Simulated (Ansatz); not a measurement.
## A series in volume scale on TaN

Results calculated with Ansatz 0.2.0, not measured. Free energy against uniform scaling of the volume at fixed shape and fractions; periodic cell, basis, potentials, k mesh and filling as listed.

The cell before it is scaled or strained (space group Fm-3m, No. 225):
```
CELL_PARAMETERS angstrom
0.00000 2.17900 2.17900
2.17900 0.00000 2.17900
2.17900 2.17900 0.00000
ATOMIC_POSITIONS crystal
Ta 0.50000 0.50000 0.50000
N 0.00000 0.00000 0.00000
```

Settings of every row: functional PBE; dispersion none; potentials PAW; wave cutoff 500 eV; density cutoff 2000 eV; k mesh 11x11x11; k shift 0x0x0; occupations gaussian; smearing width 0.15 eV; spin none; SCF threshold exponent -9.

Limits: coarse k mesh, up to 40 meV an atom off; no spin-orbit coupling, which can matter with elements this heavy.

```
row  volume scale  V (Å³/atom)  energy above lowest point (meV/atom)
  1          0.92        9.518                                 186.8
  2        0.9467        9.795                                     ?
  3        0.9733        10.07                                    52
  4             1       10.346                                  17.4
  5        1.0267       10.622                                   0.8
  6        1.0533       10.897                                     0
  7          1.08       11.174                                  12.8
```

Question: what energy above lowest point should row 2 give?

Worked fit of energy above lowest point. Take u = (V_r/V)^(2/3) − 1 with V_r = 10.484 Å³ an atom, which is twice the finite (Eulerian) strain; such expansions in the strain, on which the Birch-Murnaghan equation of state is built, carry the rest volume and the bulk modulus. The shown rows have u = 0.06657, 0.02722, 0.00887, -0.00868, -0.02543, -0.0416. Least squares give energy above lowest point = 7.01 + 937.7 × u + 26119 × u² + 5488 × u³ meV/atom; a parabola predicts inner rows, each left out in turn, worse (root mean square 0.26 against 0.048 meV/atom). All shown rows lie on it to the printed digit. Its lowest point lies at u = -0.0181, or V = 10.77 Å³ an atom, and the curvature there gives the bulk modulus at fixed shape and fractions, B = (4/9)(1 + u)² E″(u)/V = 329 GPa. The withheld row has u = 0.04636, so the fit gives 7.01 + 937.7 × (0.04636) + 26119 × (0.04636)² + 5488 × (0.04636)³ = 107.2 meV/atom.

The calculation gave 107.4 meV/atom. The fit lies 0.2 meV/atom (0.11 % of the column's range) below it; its largest miss of a shown row is 0.0 meV/atom.
